# The Hostler closed form of the Coulomb Green function

## Premises

Atomic units are used throughout ($\hbar=m_e=e=4\pi\varepsilon_0=1$; lengths in bohr, energies in hartree). One spinless, nonrelativistic electron moves about a fixed point charge $Z$:

$$H=-\tfrac12\nabla^2-\frac{Z}{r},\qquad E=-\frac{\kappa^2}{2}=-\frac{Z^2}{2\nu^2},\qquad \nu=\frac{Z}{\kappa},\quad \kappa>0 .$$

The Green function is the kernel of $(E-H)^{-1}$, so $(E-H)G(\mathbf r,\mathbf r')=\delta(\mathbf r-\mathbf r')$. With $\rho=|\mathbf r-\mathbf r'|$, the free case $Z=0$ gives $G=-e^{-\kappa\rho}/(2\pi\rho)$. If $E$ is not an eigenvalue, the square-integrable solution is unique, because the difference of two solutions would be an eigenfunction. It is therefore legitimate to guess $G$ and then prove that the guess meets every condition.

## Step 1. The s-wave problem

For $l=0$ and $z=2\kappa r$, the radial equation $u_{rr}+(2Z/r-\kappa^2)u=0$ becomes Whittaker's equation with second index $1/2$:

$$u''=q(z)\,u,\qquad q(z)=\frac14-\frac{\nu}{z}.$$

The solution regular at the origin is $M(z)\equiv M_{\nu,1/2}(z)=z\,e^{-z/2}\,{}_1F_1(1-\nu;2;z)$, an entire function with $M(0)=0$, $M'(0)=1$. The decaying solution is $W(z)\equiv W_{\nu,1/2}(z)\sim z^{\nu}e^{-z/2}$, given for $\nu<1$ by

$$\Gamma(1-\nu)W(z)=z\,e^{-z/2}\int_0^\infty e^{-zt}\left(\frac{1+t}{t}\right)^{\nu}dt$$

and by analytic continuation in $\nu$ otherwise.

**Predict.** What is $WM'-W'M$?

The equation has no first-derivative term, so this Wronskian is constant and may be evaluated at $z\to0$. There large $t$ dominates, the integral tends to $1/z$, and $W(0)=1/\Gamma(1-\nu)$. $W'$ diverges at most as $\ln z$, so $W'M\to0$. Hence

$$WM'-W'M=\frac{1}{\Gamma(1-\nu)} .$$

The half-line Green function must have a slope jump of 2 at $r=r'$. Since $d/dr=2\kappa\,d/dz$, it is $g_0=-\kappa^{-1}\Gamma(1-\nu)W(2\kappa r_>)M(2\kappa r_<)$.

## Step 2. The guess

On the half-line $2r_{>}=r+r'+\rho$ and $2r_<=r+r'-\rho$. Define in three dimensions

$$x=\kappa(r+r'+\rho),\qquad y=\kappa(r+r'-\rho),$$

and regard $g_0=-\kappa^{-1}\Gamma(1-\nu)W(x)M(y)$ as a function of $s=r+r'$ and $\rho$.

**Predict.** For $\nu=0$, $W=e^{-x/2}$ and $M=2\sinh(y/2)$. Which operation turns $g_0$ into the free three-dimensional $G$?

Here $g_0=-\kappa^{-1}(e^{-\kappa\rho}-e^{-\kappa s})$. The operator $-(2\pi\rho)^{-1}\partial_\rho$ at fixed $s$ removes the image term and leaves $-e^{-\kappa\rho}/(2\pi\rho)$. Since $\partial_\rho=\kappa(\partial_x-\partial_y)$ at fixed $s$, the same operation for any $\nu$ gives the candidate

$$\boxed{G=-\frac{\Gamma(1-\nu)}{2\pi\rho}\left(\frac{\partial}{\partial y}-\frac{\partial}{\partial x}\right)W_{\nu,1/2}(x)\,M_{\nu,1/2}(y)}$$

This is the form of Hostler and Pratt (1963) and Hostler (1964). The next three steps prove it.

## Step 3. The equation in $x$ and $y$

Fix $\mathbf r'\neq0$ and put $\xi=r+\rho$, $\eta=r-\rho$. The gradients of $r$ and $\rho$ are unit vectors with scalar product $(r^2+\rho^2-r'^2)/(2r\rho)$, and $\nabla^2r=2/r$, $\nabla^2\rho=2/\rho$. Therefore

$$\nabla\xi\cdot\nabla\eta=0,\quad |\nabla\xi|^2=\frac{\xi^2-r'^2}{r\rho},\quad |\nabla\eta|^2=\frac{r'^2-\eta^2}{r\rho},\quad \nabla^2\xi=\frac{2\xi}{r\rho},\quad\nabla^2\eta=-\frac{2\eta}{r\rho}.$$

The chain rule gives $r\rho\,\nabla^2=\partial_\xi(\xi^2-r'^2)\partial_\xi+\partial_\eta(r'^2-\eta^2)\partial_\eta$ on functions of $\xi,\eta$. With $\sigma=2\kappa r'$, $x=\kappa(\xi+r')$, $y=\kappa(\eta+r')$ and $p(z)=z(z-\sigma)$ this reads $r\rho\,\nabla^2=\partial_x\,p(x)\,\partial_x-\partial_y\,p(y)\,\partial_y$. Also $\rho=(x-y)/2\kappa$ and $r=(x+y-\sigma)/2\kappa$, so

$$r\rho\left(\frac{2Z}{r}-\kappa^2\right)=\nu(x-y)-\tfrac14(x-y)(x+y-\sigma)=w(x)-w(y),\qquad w(z)=\nu z-\tfrac14p(z).$$

Away from $r=0$ and $\rho=0$ the Schrödinger equation is $L_xG=L_yG$ with $L_z=\partial_z\,p\,\partial_z+w$.

## Step 4. The candidate solves it

Let $f(x)$ and $g(y)$ be any solutions of Whittaker's equation. Put $N=fg'-f'g$, $P=fg$, $S=f'g'$, $D=x-y$. The candidate is proportional to $N/D$. For the known functions $p,q,w$ a subscript marks the argument; on $N$ it marks a derivative. Using $f''=q_xf$ and $g''=q_yg$,

$$N_x=S-q_xP,\quad N_y=q_yP-S,\quad N_{xx}=q_xN-q'_xP,\quad N_{yy}=q_yN+q'_yP .$$

With $\partial_xD=1$, $\partial_yD=-1$, collect $(L_x-L_y)(N/D)$:

$$N:\quad \frac{(pq+w)_x-(pq+w)_y}{D}-\frac{p'_x+p'_y}{D^2}+\frac{2(p_x-p_y)}{D^3}$$

$$S:\quad \frac{p'_x+p'_y}{D}-\frac{2(p_x-p_y)}{D^2}$$

$$P:\quad -\frac{(pq)'_x+(pq)'_y}{D}+\frac{2[(pq)_x-(pq)_y]}{D^2}$$

**Predict.** Which property of $p$ and $pq$ makes all three vanish?

Any polynomial $h$ of degree two or less obeys the trapezoid rule exactly: $h_x-h_y=\tfrac12(x-y)(h'_x+h'_y)$. For $h=p$ this cancels the $S$ coefficient and the last two terms of the $N$ coefficient. The factor $z$ in $p$ cancels the $1/z$ in $q$, so $pq=\tfrac14p-\nu(z-\sigma)$ is quadratic too and the $P$ coefficient vanishes. Finally $pq+w=\nu\sigma$ is constant. The candidate solves the equation for every $\sigma$. The argument needs the exact $1/r$ form; a screened potential would spoil it.

## Step 5. Boundary conditions

The triangle inequalities give $x\in[\sigma,\infty)$ and $y\in[0,\sigma]$.

*Infinity.* As $r\to\infty$, $x\to\infty$ while $y$ stays bounded. $G$ decays only if $f\propto W$.

*The ray behind the nucleus.* There $\rho=r+r'$ and $y=0$.

**Predict.** What would go wrong if $g$ contained some $W$?

For $\nu\ne0$ a solution with $g(0)=1$ behaves as $1-\nu y\ln y$, so $g'\simeq-\nu\ln y$. Near the ray $y$ is proportional to the squared distance from it, and a logarithm of that distance is the field of a line source. Hence $g\propto M$. With $M$ entire and $W$ analytic for $x\ge\sigma>0$, $G$ is smooth wherever $r\neq0$ and $\rho\neq0$.

*The nucleus.* Near $r=0$, $G$ and $\nabla G$ are bounded, so the flux through a small sphere vanishes and no point source sits there.

*The source.* Write $x=\kappa s+\kappa\rho$, $y=\kappa s-\kappa\rho$. At $\rho=0$, $N$ is the Wronskian of Step 1, and its first-order change is $\kappa\rho(N_x-N_y)=2\kappa\rho(S-qP)$. Thus

$$G=-\frac{1}{2\pi\rho}+G_{\rm reg}+O(\rho),\qquad G_{\rm reg}(r')=-\frac{\kappa\,\Gamma(1-\nu)}{\pi}\left[W'M'-qWM\right]_{z=2\kappa r'} .$$

Since $\tfrac12\nabla^2(-1/2\pi\rho)=\delta$ and the remainder has a bounded gradient, the source has unit strength. By uniqueness the boxed formula is the Green function. The case $\mathbf r'=0$ follows by continuity: $y=0$ and $G=-\Gamma(1-\nu)W(2\kappa r)/(2\pi r)$. For $\nu=0$ the bracket equals $-1/2$ and $G_{\rm reg}=\kappa/2\pi$, as the free function requires.

## Step 6. Poles and the shell density

**Predict.** Where are the poles, and what must the residues be?

$\Gamma(1-\nu)$ has poles at $\nu=n=1,2,\dots$, and the spectral sum requires the residue $\sum_{lm}\psi_{nlm}(\mathbf r)\psi^*_{nlm}(\mathbf r')$. For $\nu=n+\delta$, $\Gamma(1-\nu)\simeq(-1)^n/[(n-1)!\,\delta]$. At $\nu=n$ the series of $M$ terminates, with leading term $(-1)^{n-1}z^ne^{-z/2}/n!$, so $W=(-1)^{n-1}n!\,M$. Then $\Gamma W\simeq-nM/\delta$, and $E-E_n\simeq Z^2\delta/n^3$. On the diagonal,

$$D_n(r)\equiv\sum_{lm}|\psi_{nlm}|^2=\frac{Z^3}{\pi n^3}\left[M'^2-qM^2\right]_{z=2Zr/n}.$$

At $r=0$ this is $Z^3/\pi n^3$, the $ns$ density. The Laguerre identities $zL^{(1)}_{n-1}=n(L_{n-1}-L_n)$ and $(L_{n-1}-L_n)'=L_{n-1}$ give, with $\ell_j=e^{-z/2}L_j(z)$,

$$M=\ell_{n-1}-\ell_n,\qquad M'=\tfrac12(\ell_{n-1}+\ell_n).$$

The bracket has derivative $-q'M^2=-nM^2/z^2\le0$. $D_n$ therefore falls as a staircase, flat at each node of the $ns$ function.

## Step 7. The trilobite curve

A Rb Rydberg electron ($Z=1$) meets a ground-state Rb atom at distance $R$ from the core. The atom is replaced by a zero-range condition $\psi\propto1/\rho-1/a$ at $\mathbf R$, where $a(k)=-\tan\delta_0/k$, $\delta_0$ is the s-wave electron–atom phase shift and $k^2=2/R-1/\nu^2$ is the local classical momentum squared. A state that feels the perturber is $\psi\propto G(\mathbf r,\mathbf R)\propto 1/\rho-2\pi G_{\rm reg}$, so

$$2\pi a\,G_{\rm reg}(R;E)=1 .$$

**Predict.** What does this give near the pole $\nu=n$?

With $G_{\rm reg}\simeq D_n/(E-E_n)$,

$$E-E_n=2\pi a(k)\,D_n(R),$$

which is the Fermi pseudopotential diagonalised in the degenerate shell. One combination of the $n^2$ states shifts. This is the trilobite curve of Greene, Dickinson and Sadeghpour (2000). Where $a<0$ and $|a|$ grows outward, the curve slopes down at each flat tread of $D_n$; wherever the falling parts reverse that slope, a well forms.

A WKB estimate shows the size of the non-pole part. Let $b=\sqrt{-q}=k/2\kappa$. Near the origin $M\propto\sqrt z\,J_1(2\sqrt{\nu z})$, which fixes $M\propto b^{-1/2}\sin\varphi$ with $\varphi=\int_0^z b\,dz-\pi/4$. The connection formula at $z=4\nu$ and $\int_0^{4\nu}b\,dz=\pi\nu$ give $W\propto b^{-1/2}\sin(\pi\nu-\varphi)$. The Wronskian fixes the product of the amplitudes of $\Gamma W$ and $M$ as $1/\sin\pi\nu$, so $\Gamma[W'M'+b^2WM]=-b\cot\pi\nu$ and

$$G_{\rm reg}\simeq\frac{k}{2\pi}\cot\pi\nu,\qquad \nu-n=\frac1\pi\arctan(ka)=-\frac{\delta_0}{\pi}.$$

Its pole shows that the bracket in $D_n$ averages to $k/2\pi$.

## Range of validity

The boxed formula is exact for the pure, nonrelativistic Coulomb Hamiltonian with a fixed point nucleus, for all $\mathbf r\ne\mathbf r'$ and all $E<0$ with $\nu\neq1,2,\dots$. Repulsion is covered by $\nu=Z/\kappa<0$, where no poles occur. For $E=k_\infty^2/2+i0$, continuation to $\kappa=-ik_\infty$, $\nu=iZ/k_\infty$ gives the outgoing function. It fails for partial waves that penetrate an ionic core. In Rb the $s$, $p$ and $d$ series have large quantum defects and the $f$ series a small one, so these waves must be corrected or removed. Step 7 further assumes a fixed perturber, a single spin channel, and $R<2\nu^2$ so that $k$ is real.

## Illustration: Rb, $n=30$, $R=1500$ bohr

Inputs, both typical values: triplet scattering length $a(0)\approx-16.1$ bohr and Rb polarisability $\alpha\approx319$ a.u., used in the truncated expansion $a(k)=a(0)+\pi\alpha k/3$. The pure triplet channel applies to fully spin-stretched states; in other states the hyperfine coupling of the perturber, typically several GHz, mixes in the singlet.

The turning point is at $2n^2=1800$ bohr. At $R=1500$ bohr, $z=100$, $q=-0.05$ and $k=0.01491$, a kinetic energy of 3.0 meV.

**Predict.** Estimate the bracket $M'^2-qM^2$ before computing it.

WKB gives $k/2\pi=0.002373$. The recurrence $(j+1)L_{j+1}=(2j+1-z)L_j-jL_{j-1}$ gives $\ell_{29}=0.009531$ and $\ell_{30}=-0.09279$, so $M=0.1023$, $M'=-0.04163$ and the bracket is $0.002256$. It lies 4.9 % below the WKB average; this is the staircase. Then

$$D_{30}=2.660\times10^{-8}\ \text{bohr}^{-3},\qquad a=-11.12\ \text{bohr},$$

$$E-E_{30}=2\pi aD_{30}=-1.859\times10^{-6}\ \text{hartree},$$

which is $-12.2$ GHz with 1 hartree $=6.580\times10^6$ GHz, or $\nu-n=-0.0502$. The WKB formula gives $-0.0523$.

The neglected terms have the following sizes.

- Non-pole part of $G_{\rm reg}$: the arctangent changes the shift by $(ka)^2/3=0.9$ %, and evaluating $k$ at $\nu$ instead of $n$ lowers $k$ by 0.8 %.
- Low-$l$ waves: the $s$ wave carries $M^2/(4\pi nR^2D_{30})=0.046$ % of the density. Sixteen times that, 0.7 %, estimates the share of $l\le3$.
- Core–atom polarisation: $\alpha/2R^4$ is 0.2 MHz.
- p-wave scattering: the polarisation phase $\pi\alpha k^2/15$ is 0.015 rad against 0.164 rad for the s wave. A triplet p-wave shape resonance, typically near 25 meV, is reached at $R\approx7\times10^2$ bohr, and an s-wave model fails there.
- Next term of $a(k)$: written with a dimensionless logarithm, $\tfrac43\alpha\,a(0)k^2\ln(\sqrt\alpha\,k)=+2.0$ bohr, or 18 % of $|a|$. Terms in $k^2$ without a logarithm, not fixed by the two inputs, enter at a similar order.

The Coulomb factor $D_{30}$ is exact to the figures shown, but the scattering input limits the energy to two figures at best. The model's trilobite curve at 1500 bohr lies about 12 GHz below the $n=30$ manifold, uncertain by roughly a fifth through $a(k)$.